# Band anticrossing in ZnTe$_{1-x}$O$_x$ under hydrostatic pressure: solution key

## Problem and conventions

Oxygen on the Te site of zinc-blende ZnTe binds an s-like localized level $E_O$ inside the gap, below the host conduction minimum $E_M$ at $\Gamma$. The level and the band edge have the same symmetry and interact through a coupling constant $V$. All energies are counted from the valence-band maximum at the same pressure, so they are transition energies. Pressure $p$ is hydrostatic and in GPa, $x$ is the fraction of anion sites held by oxygen, and spin is a spectator. The detuning is defined as $\Delta = E_M - E_O$, positive for a level in the gap.

The given inputs are typical room-temperature values:

| Input | Value |
|---|---|
| $E_M(p) = E_M(0) + a_M p + b_M p^2$ | $E_M(0) = 2.26$ eV, $a_M = 105$ meV/GPa, $b_M = -3$ meV/GPa$^2$ |
| $E_O(p) = E_O(0) + a_O p$ | $E_O(0) = 2.00$ eV, $a_O = 10$ meV/GPa |
| $V$, taken independent of $p$ | 3.0 eV |
| Bulk modulus $B$ | 50 GPa |
| Composition $x$ | 0.010 |

Asked: the two conduction edges $E_\pm$ at $k=0$, their pressure coefficients at $p=0$, and their shifts at 5 GPa, first (a) by hand, then (b) carefully, with (c) an account of the difference. The range stays well below the roughly 9 GPa at which ZnTe leaves the zinc-blende structure.

## (a) Estimate by hand

**Rounded inputs.** Take $E_M \approx 2.25$ eV, $E_O \approx 2.0$ eV, $\Delta \approx 0.25$ eV and $V \approx 3$ eV. A gap deformation potential of about $-5$ eV divided by $B \approx 50$ GPa gives a host coefficient of about $100$ meV/GPa. The oxygen level is built from Bloch states of the whole zone and does not follow the $\Gamma$ edge; it moves at about 10 meV/GPa.

**Size of the mixing.** The band-edge state is spread over all $N$ anion sites and has amplitude $1/\sqrt N$ on each. It couples to each of the $xN$ oxygen orbitals with strength $V/\sqrt N$. Squared couplings add, so the total is $xN \cdot V^2/N = V^2 x$ and the collective coupling is $V\sqrt x = 3 \times 0.1 = 0.3$ eV.

**Which regime.** If the mixing were weak, the lower state would be oxygen with a host admixture $V^2x/\Delta^2 = 0.09/0.0625 \approx 1.4$. A probability above one rules this regime out. Two degenerate levels with coupling $V\sqrt x$ split by $2V\sqrt x = 0.6$ eV, and this equals the bare separation $\Delta$ at $x_c = \Delta^2/4V^2 \approx 0.0017$. The alloy lies about 6 times above that composition, so the estimate treats the two levels as degenerate and fully mixed.

**Estimate.** The edges lie at the midpoint, about 2.1 eV, plus and minus 0.3 eV:

$$E_- \approx 1.8\ \text{eV}, \qquad E_+ \approx 2.4\ \text{eV}.$$

Each edge is half host and half oxygen, so each moves at the mean rate,

$$\frac{dE_\pm}{dp} \approx \frac{100+10}{2} = 55\ \text{meV/GPa},$$

and a straight line gives a shift of $55 \times 5 = 275$ meV at 5 GPa for both.

## (b) Careful calculation

### The two-level Hamiltonian

Let $|M\mathbf k\rangle$ be the host Bloch state and $|j\rangle$ the oxygen orbitals at sites $\mathbf R_j$, $j = 1,\dots,xN$, taken orthonormal, orthogonal to the host states and free of direct hopping. The coupling is $\langle j|H|M\mathbf k\rangle = V e^{i\mathbf k\cdot\mathbf R_j}/\sqrt N$. Form the normalized combination

$$|O\mathbf k\rangle = \frac{1}{\sqrt{xN}}\sum_j e^{i\mathbf k\cdot\mathbf R_j}|j\rangle .$$

Its matrix element with $|M\mathbf k\rangle$ is $xN\,V/(\sqrt N\sqrt{xN}) = V\sqrt x$. Every oxygen combination orthogonal to it has zero coupling to $|M\mathbf k\rangle$. Because the sites are random, $|O\mathbf k\rangle$ also couples to host states $\mathbf k' \ne \mathbf k$, with matrix elements of random phase that vanish on averaging over configurations. The band anticrossing model, introduced by Shan and co-workers in 1999 for GaInNAs, drops them. With $s = V\sqrt x$ what remains at $k=0$ is

$$H = \begin{pmatrix} E_M & s\\ s & E_O\end{pmatrix}, \qquad (E-E_M)(E-E_O) = s^2. \tag{1}$$

The roots of the quadratic are

$$E_\pm = \tfrac12\left(E_M+E_O\right) \pm \tfrac12 W, \qquad W = E_+-E_- = \sqrt{\Delta^2+4V^2x}. \tag{2}$$

Since $W > |\Delta|$, $E_-$ lies below both bare levels and $E_+$ above both. Each is pushed by the same amount, $E_O - E_- = E_+ - E_M = (W-\Delta)/2$.

### Host fraction

The second row of $H$ gives $c_O/c_M = s/(E-E_O)$ for the eigenvector. The host fraction is $f = c_M^2/(c_M^2+c_O^2) = (E-E_O)^2/[(E-E_O)^2+s^2]$. Replacing $s^2$ by Eq. (1) and cancelling one factor $E-E_O$ gives

$$f = \frac{E-E_O}{2E-E_M-E_O}.$$

For the lower root the denominator is $-W$ and the numerator is $(\Delta-W)/2$, so

$$f_- = \frac12\left[1+\frac{E_O-E_M}{E_+-E_-}\right] = \frac12\left[1-\frac{\Delta}{W}\right], \qquad f_+ = 1-f_-. \tag{3}$$

For a level in the gap $\Delta>0$, and $f_- < 1/2$ at every composition: the lower edge is always mostly oxygen.

### Limits in composition

The square root in Eq. (2) has two expansions, which converge on either side of $x_c = \Delta^2/4V^2$.

For $x < x_c$,

$$E_- = E_O - \frac{V^2x}{\Delta} + \frac{V^4x^2}{\Delta^3} - \dots, \qquad E_+ = E_M + \frac{V^2x}{\Delta} - \frac{V^4x^2}{\Delta^3}+\dots, \qquad f_- \approx \frac{V^2x}{\Delta^2}. \tag{4}$$

The lower branch grows out of the oxygen level and sinks linearly below it. The edge that continues the host gap is $E_+$, and it moves up. The familiar downward shift of the host gap, $-V^2x/(E_O-E_M)$, belongs to a level resonant with the band, $\Delta<0$, where $E_-$ starts at $E_M$. Continued to $\Delta>0$, that same expression is positive and describes $E_+ - E_M$.

For $x > x_c$,

$$E_\pm = \frac{E_M+E_O}{2} \pm \left(V\sqrt x + \frac{\Delta^2}{8V\sqrt x} - \dots\right), \qquad f_- = \frac12 - \frac{\Delta}{4V\sqrt x}+\dots \tag{5}$$

The square-root law $\mp V\sqrt x$ is counted from the midpoint of the bare levels. Counted from the oxygen level, the lower edge crosses from $-V^2x/\Delta$ to $-V\sqrt x+\Delta/2$. Counted from the host gap, it goes from $-\Delta - V^2x/\Delta$ to $-\Delta/2 - V\sqrt x$.

### Pressure coefficient

Differentiate Eq. (1) with respect to $p$ at fixed $x$, with primes for $d/dp$:

$$(E'-E_M')(E-E_O) + (E-E_M)(E'-E_O') = 2ss'.$$

Solving for $E'$, the coefficient of $E_M'$ is $(E-E_O)/(2E-E_M-E_O) = f$, that of $E_O'$ is $1-f$, and the denominator is $\pm W$:

$$\frac{dE_\pm}{dp} = f_\pm\frac{dE_M}{dp} + (1-f_\pm)\frac{dE_O}{dp} \pm \frac{2V^2x}{W}\frac{d\ln V}{dp}. \tag{6}$$

This is the Hellmann–Feynman theorem for the matrix $H$. At fixed $V$ the last term vanishes and each coefficient is a weighted mean of the two bare ones. The sum $E_+' + E_-' = E_M'+E_O'$ holds in any case, since the trace of $H$ does not contain $V$.

The weights depend on pressure through $\Delta$. From Eq. (3), $\partial f_-/\partial\Delta = -\tfrac12(W^2-\Delta^2)/W^3 = -2V^2x/W^3$. One more derivative of Eq. (6) at fixed $V$ and linear $E_O$ gives

$$\frac{d^2E_-}{dp^2} = f_-\,E_M'' - \frac{2V^2x}{W^3}\,(\Delta')^2. \tag{7}$$

The second term is negative for any parameters, so the lower edge bends down even if both bare levels are straight lines.

### Numbers at $p = 0$

Intermediate values carry a guard digit for the subtractions in part (c); the final results are given to two figures.

With $\Delta = 0.26$ eV and $V^2x = 0.09$ eV$^2$:

- $W^2 = 0.0676+0.36 = 0.4276$ eV$^2$, so $W = 0.6539$ eV.
- The midpoint is 2.130 eV, so $E_- = 1.803$ eV and $E_+ = 2.457$ eV. The repulsion $(W-\Delta)/2$ is 0.197 eV.
- $\Delta/W = 0.3976$, so $f_- = 0.3012$ and $f_+ = 0.6988$.
- $x_c = 0.0676/36 = 0.00188$ and $x/x_c = 5.3$.
- $dE_-/dp = a_O + f_-(a_M-a_O) = 10 + 0.3012\times95 = 38.6$ meV/GPa.
- $dE_+/dp = 115-38.6 = 76.4$ meV/GPa.

The first term of Eq. (4) would give a repulsion of 0.346 eV instead of 0.197 eV, which confirms that the dilute series is useless here. It works at $x = 0.0005$, where it gives 17.3 meV against 16.3 meV from Eq. (2); there $f_- = 0.056$ and $dE_-/dp = 15$ meV/GPa, close to the bare oxygen value.

For the curvature, $2V^2x/W^3 = 0.644$ eV$^{-1}$ and $\Delta' = 0.095$ eV/GPa, so $df_-/dp = -0.061$ GPa$^{-1}$. Half of Eq. (7) is the quadratic coefficient of the lower edge:

$$b_- = f_- b_M - \frac{V^2x}{W^3}(\Delta')^2 = -0.90-2.90 = -3.8\ \text{meV/GPa}^2 .$$

The lower edge has a larger quadratic coefficient than the host on a much smaller slope, and most of it comes from the changing mixture.

### Numbers at finite pressure

The midpoint is $\bar E = 2.13+0.0575p-0.0015p^2$ and the detuning is $\Delta = 0.26+0.095p-0.003p^2$, both in eV. Equations (2), (3) and (6) at fixed $V$ give

| $p$ (GPa) | $\bar E$ (eV) | $\Delta$ (eV) | $W$ (eV) | $E_-$ (eV) | $E_+$ (eV) | $f_-$ | $E_-'$ (meV/GPa) | $E_+'$ (meV/GPa) |
|---|---|---|---|---|---|---|---|---|
| 0 | 2.130 | 0.260 | 0.654 | 1.803 | 2.457 | 0.301 | 39 | 76 |
| 1 | 2.186 | 0.352 | 0.696 | 1.838 | 2.534 | 0.247 | 32 | 77 |
| 3 | 2.289 | 0.518 | 0.793 | 1.893 | 2.685 | 0.173 | 23 | 74 |
| 5 | 2.380 | 0.660 | 0.892 | 1.934 | 2.826 | 0.130 | 18 | 67 |

The slope of $E_-$ halves over the range and heads toward $a_O$. The slope of $E_+$ first rises slightly, as that state gains host weight, and then falls as the host coefficient $a_M+2b_Mp$ drops from 105 to 75 meV/GPa. If the interband matrix element comes from the host part alone, the strengths of the two transitions stand as $f_-/f_+$, which falls from 0.43 to 0.15.

From Eq. (2) the shifts between 0 and 5 GPa are

$$\delta E_\pm = \delta\bar E \pm \tfrac12\,\delta W = 250 \pm 119\ \text{meV}, \tag{8}$$

that is $\delta E_- = 131$ meV and $\delta E_+ = 369$ meV. Their sum, 500 meV, equals the bare shifts $450+50$ meV, as the trace requires.

The quadratic form $38.6\,p - 3.8\,p^2$ (in meV) gives only 98 meV at 5 GPa and is not acceptable there. For a linear host the square root has branch points at $\Delta = \pm 2iV\sqrt x$, a distance $W$ from the starting detuning, so the series in $p$ converges only within $W/\Delta' = 6.9$ GPa and slowly at 5 GPa.

### Size of what was left out

*Pressure dependence of $V$.* The matrix element between a Bloch state normalized to the crystal and an orbital of fixed shape scales as the inverse square root of the crystal volume. Since it equals $V/\sqrt N$, this suggests $V\propto\Omega^{-1/2}$ with $\Omega$ the cell volume, and $d\ln V/dp = 1/2B = 0.010$ GPa$^{-1}$. The argument ignores changes of the orbital and of the cell-periodic function, so it fixes only an order of magnitude. With $2V^2x/W = 0.275$ eV the last term of Eq. (6) is $-2.8$ meV/GPa for $E_-$, or 7 % of its slope. Raising $V$ by 5 % at 5 GPa lowers $E_-$ by 10 meV.

*Inputs.* The slope of $E_-$ responds to $a_O$ with weight $1-f_- = 0.70$, so a change of 5 meV/GPa in $a_O$ moves it by 3.5 meV/GPa. Taking $V = 3.5$ eV raises $f_-$ to 0.326 and the slope to 41 meV/GPa.

*Alloy shift of the host edge.* A virtual-crystal shift of order $x\times1$ eV, or 10 meV, changes $f_-$ by 0.006 and the slope by 0.6 meV/GPa.

*Beyond two levels.* The dropped couplings to $\mathbf k'\neq\mathbf k$ broaden the states, oxygen pairs add further levels, and the $L$ and $X$ valleys enter only through $E_O$ and $a_O$. The model cannot size these effects.

**Result.** At fixed $V$: $E_-\approx1.80$ eV, $E_+\approx2.46$ eV, $dE_-/dp\approx39$ and $dE_+/dp\approx76$ meV/GPa, $\delta E_-\approx0.13$ eV and $\delta E_+\approx0.37$ eV at 5 GPa. The second figure of the slopes and shifts is uncertain through $d\ln V/dp$ and $a_O$.

## (c) Why the two differ

| Quantity | By hand | Careful |
|---|---|---|
| $W$ (eV) | 0.6 | 0.654 |
| $f_-$ | 0.5 | 0.30 |
| $dE_-/dp$ (meV/GPa) | 55 | 39 |
| $dE_+/dp$ (meV/GPa) | 55 | 76 |
| $\delta E_-$ at 5 GPa (meV) | 275 | 131 |
| $\delta E_+$ at 5 GPa (meV) | 275 | 369 |

The splitting is 9 % above the estimate, the estimated slope of $E_-$ is 42 % too high, and its estimated shift is too high by a factor 2.1. One parameter controls all three, the one the estimate set to zero:

$$\eta = \frac{\Delta}{2V\sqrt x} = \sqrt{\frac{x_c}{x}} = 0.433, \qquad W = 2V\sqrt x\,\sqrt{1+\eta^2}, \qquad f_- = \frac12\left[1-\frac{\eta}{\sqrt{1+\eta^2}}\right]. \tag{9}$$

**Energies depend on $\eta^2$.** The splitting is even in $\Delta$, so the leading relative correction is $\eta^2/2 = 0.094$. For the energies the test $x/x_c\approx5$ was a fair one. The close match of $E_-$, 1.8 against 1.803 eV, is partly luck. Rounding lowered the midpoint by 0.030 eV, and the half-splitting was underestimated by 0.027 eV. These offset each other in $E_-$ and add to 0.057 eV in $E_+$.

**Weights depend on $\eta$.** The weight $f_-$ is the derivative $\partial E_-/\partial E_M$, and differentiating the term $\Delta^2/8V\sqrt x$ of Eq. (5) lowers its order by one. The imbalance $f_+-f_- = \Delta/W$ is therefore first order in $\eta$ and decays only as $x^{-1/2}$. Being 5 times above $x_c$ leaves an imbalance of 0.40. Reducing it to 0.10 needs $\eta^2 = 1/99$, or $x = 99x_c = 0.19$, far outside the dilute range where the model applies. The symmetric regime assumed by hand is never reached in this alloy. In the slope the imbalance multiplies the large difference $a_M-a_O$:

$$\frac{dE_\mp}{dp} = \frac{a_M+a_O}{2} \mp \frac{\Delta}{2W}(a_M-a_O) = 57.5 \mp 18.9\ \text{meV/GPa}.$$

The estimate found the first term within 2.5 meV/GPa, which is the rounding of $a_M$, and missed the second.

**Pressure drives the system away from resonance.** The host edge starts above the level and rises faster, so $\Delta$ grows from 0.26 to 0.66 eV and $\eta$ from 0.43 to 1.10. At 5 GPa the alloy has crossed to the dilute side of $x_c$, which has risen to 0.0121. A resonant level, $\Delta<0$, behaves differently: pressure first brings the band edge toward the level and $f_-$ passes through $1/2$. For the level in the gap $f_-$ starts below $1/2$ and only falls. In Eq. (8) the estimate amounts to $\delta W = 0$, whereas $\delta W = 238$ meV.

The gap between 275 and 131 meV can be closed one assumption at a time.

| Step | $\delta E_-$ (meV) | Change (meV) |
|---|---|---|
| Hand estimate | 275.0 | |
| Unrounded $a_M = 105$, $f_- = 1/2$ | 287.5 | $+12.5$ |
| $f_- = 0.3012$, frozen | 193.1 | $-94.4$ |
| $f_-$ follows $p$, linear host | 140.1 | $-53.0$ |
| Quadratic host term $b_M$ | 131.0 | $-9.1$ |
| Total | | $-144.0$ |

The share of each step depends on the order chosen; the total does not. Rounding is the minor item and has the opposite sign. The initial asymmetry and its growth together account for 147 meV.

The last step shows the weighting once more. The term $b_Mp^2$ lowers the host edge by 75 meV at 5 GPa, yet $E_-$ drops by only 9.1 meV. The ratio, 0.121, is the host fraction averaged over the detunings between 0.735 eV, where $f_- = 0.113$, and 0.660 eV, where $f_- = 0.130$. The remainder, 65.9 meV, appears in $E_+$. This step is no larger than the 10 meV from the possible growth of $V$, so a fixed-$V$ calculation does not resolve it in $E_-$. The two mixing steps exceed that term many times over.

**Repairing the estimate.** One extra line recovers the slope. With rounded numbers $W\approx\sqrt{0.25^2+0.6^2} = 0.65$ eV, $\Delta/W\approx0.4$, $f_-\approx0.3$, and $dE_-/dp\approx10+0.3\times90 = 37$ meV/GPa. For the shift, repeat the step at the end point. A linear host gives $\Delta\approx0.25+0.09\times5 = 0.7$ eV and $W\approx0.92$ eV, so $\delta W/2\approx0.14$ eV, and subtracting this from 0.275 eV leaves about 0.14 eV, close to the 140 meV of the linear-host line in the table.